**Question.** My notes list TE strengths 3/2 (hh) and 1/2 (lh) and TM strengths 0 and 2 for a quantum well, and say that circular light gives electrons with 100 % or 50 % spin polarisation. Where do these numbers come from, and do they hold for a Ge/SiGe well pumped at the direct gap?

**Answer.** They are squared Clebsch–Gordan coefficients, and eight states are enough to get them. The same eight states show which numbers are fixed by symmetry and which shift in a strained Ge well.

**Model and conventions**

The growth axis is $z\parallel[001]$ and $k_\parallel=0$. The basis is one conduction function $S$ and three valence functions $X,Y,Z$ at $\Gamma$, named by how they transform about an atomic site, each with spin $\uparrow,\downarrow$ along $z$. Cubic symmetry leaves one momentum matrix element, with phases chosen to make it real:

$$\langle S|p_x|X\rangle=\langle S|p_y|Y\rangle=\langle S|p_z|Z\rangle=P .$$

All others vanish, and $\mathbf p$ does not act on spin. Energies and $m_j$ labels refer to valence electrons, not holes. The valence Hamiltonian is

$$H_v=\frac{\Delta}{3}\,(\mathbf L\cdot\boldsymbol\sigma-1)-D\,|Z\rangle\langle Z| ,$$

with $\mathbf L$ the $l=1$ matrices on $X,Y,Z$. The first term puts $j=3/2$ at $0$ and $j=1/2$ at $-\Delta$. The second is all that the well does, apart from a common shift: it lowers $Z$ by $D$.

**Closed-form solution**

$H_v$ commutes with $J_z$. The states with $m_j=\pm3/2$,

$$|{\rm hh},+\tfrac32\rangle=-\tfrac{1}{\sqrt2}(X+iY)\!\uparrow,\qquad |{\rm hh},-\tfrac32\rangle=\tfrac{1}{\sqrt2}(X-iY)\!\downarrow,$$

have no partner to mix with and stay at $E=0$ for any $D$. For $m_j=+1/2$ take $a=-(X+iY)\!\downarrow/\sqrt2$ and $b=Z\!\uparrow$. For $m_j=-1/2$ take $a=(X-iY)\!\uparrow/\sqrt2$ and $b=Z\!\downarrow$. Both give the block

$$\begin{pmatrix}-2\Delta/3&\sqrt2\,\Delta/3\\ \sqrt2\,\Delta/3&-\Delta/3-D\end{pmatrix},$$

with trace $-(\Delta+D)$ and determinant $2\Delta D/3$, so

$$E_\pm=\tfrac12\left[-(\Delta+D)\pm R\right],\qquad R=\sqrt{\Delta^2-\tfrac23\Delta D+D^2}.$$

The upper state is the light hole, $|{\rm lh}\rangle=\sqrt{1-w}\,a+\sqrt{w}\,b$, with $Z$ weight

$$w=\frac12\left[1+\frac{\Delta/3-D}{R}\right]=\frac23-\frac49\frac{D}{\Delta}+\dots$$

The lower one is the split-off (so) state, with $Z$ weight $1-w$. For $D\ll\Delta$, $E_+\simeq-2D/3$.

**Strengths**

The strength is $|\langle S\sigma|\hat{\mathbf e}\cdot\mathbf p|v\rangle|^2$ for one initial state $v$, summed over the final spin. TE means $\hat{\mathbf e}$ in the plane, TM means $\hat{\mathbf e}=\hat z$. A function $(X\pm iY)/\sqrt2$ gives $P^2/2$ for TE and $0$ for TM. The function $Z$ gives $0$ and $P^2$.

The unit comes from the bulk. There, near the gap, the $j=3/2$ states are quantised along $\mathbf k$ (spherical bands, $w=2/3$). With $\theta$ the angle between $\hat{\mathbf e}$ and $\mathbf k$, the strengths are $\tfrac12P^2\sin^2\theta$ for hh and $P^2(\tfrac16\sin^2\theta+\tfrac23\cos^2\theta)$ for lh. Both average to $P^2/3$ over directions.

For circular light along $z$, $\sigma^+$ carries $+\hbar$ along $+z$ and absorption goes through $p_+=(p_x+ip_y)/\sqrt2$. This gives $\langle S|p_+|(X-iY)/\sqrt2\rangle=P$, and zero on $X+iY$ and on $Z$. Only the $m_j<0$ member of each pair absorbs, and the electron keeps the spin attached to $X-iY$. That spin is $\downarrow$ for hh and $\uparrow$ for lh and so. In units of $P^2/3$:

| band | TE | TM | $\sigma^+$ (spin) | values at $w=2/3$ |
|---|---|---|---|---|
| hh | $3/2$ | $0$ | $3\ (\downarrow)$ | $3/2,\ 0,\ 3$ |
| lh | $3(1-w)/2$ | $3w$ | $3(1-w)\ (\uparrow)$ | $1/2,\ 2,\ 1$ |
| so | $3w/2$ | $3(1-w)$ | $3w\ (\uparrow)$ | $1,\ 1,\ 2$ |

The last column is the rule in your notes. Each entry is further multiplied by the squared envelope overlap, which is 1 for equal subband index in an infinitely deep well. The three bands sum to 3 in both TE and TM, whatever $D$ is.

Define $\Pi=(n_\uparrow-n_\downarrow)/(n_\uparrow+n_\downarrow)$. Then $\sigma^+$ gives $\Pi=-1$ from hh alone and $\Pi=+1$ from lh alone. With both excited, and $\rho$ the lh-to-hh ratio of joint density of states times squared overlap,

$$\Pi=-\frac{1-\rho(1-w)}{1+\rho(1-w)} .$$

For $\rho=1$ this is $-w/(2-w)$, which is $-1/2$ at $w=2/3$. Adding so with equal weight gives $\Pi=0$.

Within the model, then, the hh row and the full, opposite polarisations hold for any $D$. The lh values $1/2$ and $2$, and the 50 %, are the limit $D/\Delta\to0$.

**Numbers for Ge/SiGe**

Inputs, all typical or approximate for Ge near 10 K: $\Delta=0.29$ eV, shear deformation potential $b_s=-2.5$ eV, $2C_{12}/C_{11}=0.75$, Luttinger parameters $\gamma_1=13.4$, $\gamma_2=4.2$, $\gamma_3=5.7$. The well has in-plane strain $\varepsilon_{xx}=-0.004$, typical on a Ge-rich relaxed buffer, and is treated as infinitely deep with effective width $L=15$ nm.

*Strain.* The free surface gives $\varepsilon_{zz}=-(2C_{12}/C_{11})\varepsilon_{xx}=0.0030$, so $\varepsilon_{zz}-\varepsilon_{xx}=0.0070$. The constant $b_s$ is defined so that the hh–lh splitting is $2|b_s|(\varepsilon_{zz}-\varepsilon_{xx})$ to first order, with hh on top under in-plane compression. Setting this equal to $2D/3$ gives $D_\varepsilon=3|b_s|(\varepsilon_{zz}-\varepsilon_{xx})=52.5$ meV.

*Confinement.* In the six-band Luttinger–Kohn Hamiltonian at $k_\parallel=0$ the kinetic term is $-(\hbar^2k_z^2/2m_0)$ times $\gamma_1-2\gamma_2$ for $X,Y$ and $\gamma_1+4\gamma_2$ for $Z$. Weights $1/3$ and $2/3$ return the familiar lh value $\gamma_1+2\gamma_2$. With hard walls all components of the lowest subbands share the envelope $\sin(\pi z/L)$, so $k_z^2\to(\pi/L)^2$ and the $2\times2$ block stays closed. With $\hbar^2/2m_0=38.1$ meV nm$^2$, $\epsilon_1=\hbar^2\pi^2/2m_0L^2=1.67$ meV and $D_k=6\gamma_2\epsilon_1=42.1$ meV. The total is $D=94.6$ meV. Third figures are only carried as intermediates.

| case | $D/\Delta$ | $R$ (meV) | $E_{\rm hh}-E_{\rm lh}$ (meV) | $w$ | lh TE | lh TM | $\Pi(\rho=1)$ |
|---|---|---|---|---|---|---|---|
| textbook limit | 0 | 290 | 0 | 2/3 | 1/2 | 2 | $-1/2$ |
| strain only | 0.18 | 277 | 33 | 0.58 | 0.63 | 1.7 | $-0.41$ |
| strain + well | 0.33 | 273 | 56 | 0.50 | 0.74 | 1.5 | $-0.34$ |

In the last row the TE ratio hh:lh, $1/(1-w)$, is 2.0 instead of 3. The light hole has passed TM strength to the split-off state and taken TE strength from it.

**What the model leaves out, with sizes**

*Unequal densities of states.* In two dimensions the joint density of states is proportional to the reduced in-plane mass $\mu$. Keep only the diagonal $j=3/2$ terms (in-plane inverse masses $\gamma_1+\gamma_2$ for hh, $\gamma_1-\gamma_2$ for lh) and take an approximate electron mass of $0.04\,m_0$. Then $m_0/\mu=42.6$ for hh and $34.2$ for lh, so $\rho=1.25$. With $w=2/3$ this alone gives $\Pi=-0.41$, a change as large as that from strain. At exciton lines each strength is instead weighted by the exciton's relative-motion density at zero separation, which also differs between hh and lh.

*Finite $k_\parallel$.* A photon at the lh edge creates hh pairs 56 meV above their own edge, where $\hbar^2k_\parallel^2/2m_0=56/42.6=1.31$ meV. That is $k_\parallel=0.19$ nm$^{-1}$, close to $\pi/L=0.21$ nm$^{-1}$. The Luttinger term $\sqrt3\,\bar\gamma\,\hbar^2k_\parallel^2/2m_0$, with $\bar\gamma=(\gamma_2+\gamma_3)/2=4.95$ in the axial approximation, couples hh $\pm3/2$ to lh $\mp1/2$ of the same subband index. It is 11 meV here, so the admixed weight is of order $(11/56)^2=0.04$. A term in $k_\parallel k_z$ adds coupling to lh subbands of opposite parity. The TM zero and the full polarisation of hh are therefore band-edge statements.

*Conduction–valence mixing.* With approximate values $E_P=2P^2/m_0=26$ eV and direct gap $E_g=0.9$ eV, the valence weight in the confined electron is of order $E_P\epsilon_1/E_g^2=0.05$. The second figures in the table are uncertain at this level. At $k_\parallel=0$ this mixing conserves $m_j$, so the hh TM zero survives, while the electron state $m_j=\pm1/2$ is then no longer a pure spin state.

*Symmetry and relaxation.* The model has a full rotation axis. An atomically abrupt (001) interface has only a twofold one, which permits hh–lh mixing at $k_\parallel=0$. Finally, Ge is indirect, with the conduction minima at $L$ below $\Gamma$, so the electrons scatter out of the $\Gamma$ valley. $\Pi$ is the polarisation at the moment of creation.